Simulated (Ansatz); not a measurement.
## Ligand exchange: CHBrCl2 + Ge(CH3)4 → C2H4Cl2 + Ge(CH3)3Br

Gas-phase species: CHBrCl2 (bromodichloromethane) `ClC(Cl)Br`, singlet; Ge(CH3)4 (tetramethylgermane), singlet; C2H4Cl2 `CC(Cl)Cl`, singlet; Ge(CH3)3Br (bromotrimethylgermane), singlet. The partners trade Br for CH3: C–Br and Ge–CH3 bonds give way to C–CH3 and Ge–Br.

Shapes, held fixed at every level: PBE0-D4/def2-TZVP. Programs: Ansatz 0.2.0. Electronic energies: no zero-point or thermal term.

Problem. Estimate ΔE of this reaction.

Solution. The highest level, CCSD(T)/def2-TZVPP, gives ΔE = -166.4 kJ/mol; the levels span -186.4 to -166.4. The column of differences is taken from that level and isn't an error. No measured value is set beside it here. Relativity is left out for Br, Ge. Outer-core shells of Br, Ge are correlated, in sets that cover them unevenly.

| level | kind | ΔE (kJ/mol) | less CCSD(T)/def2-TZVPP |
| --- | --- | --- | --- |
| B3LYP-D4/def2-TZVPP | global hybrid | -169.0 | -2.6 |
| PBE0-D4/def2-TZVPP | global hybrid | -171.0 | -4.6 |
| r2SCAN0-D4/def2-TZVPP | global hybrid | -178.1 | -11.7 |
| B2PLYP/def2-TZVPP | double hybrid | -169.9 | -3.5 |
| CCSD(T)/def2-SVP | coupled cluster or CI | -183.0 | -16.6 |
| CCSD/def2-SVP | coupled cluster or CI | -186.4 | -20.0 |
| CCSD/def2-TZVPP | coupled cluster or CI | -170.4 | -4.0 |
| CCSD(T)/def2-TZVPP | coupled cluster or CI | -166.4 | 0.0 |

The exchange is strongly exothermic at every level, and the driving force is the better match of partners in the products. Germanium is more electropositive than carbon, so bromine gains a strongly polar Ge–Br bond. In CHBrCl2 it shares a carbon with two chlorines that compete for the same electron density, and its C–Br bond is comparatively weak. The methyl group meanwhile exchanges a rather weak Ge–C bond for a strong C–C bond.

Within coupled cluster, both the larger basis and the perturbative triples make the reaction less exothermic, but the basis matters far more: CCSD moves from -186.4 to -170.4 kJ/mol, while triples in the larger set bring it only to -166.4. This suggests that the remaining basis error could rival the gaps to B3LYP, B2PLYP and PBE0, so the order of these three is not a ranking of their accuracy. The sign and rough size of ΔE are secure, but they say nothing about the barrier to exchange.
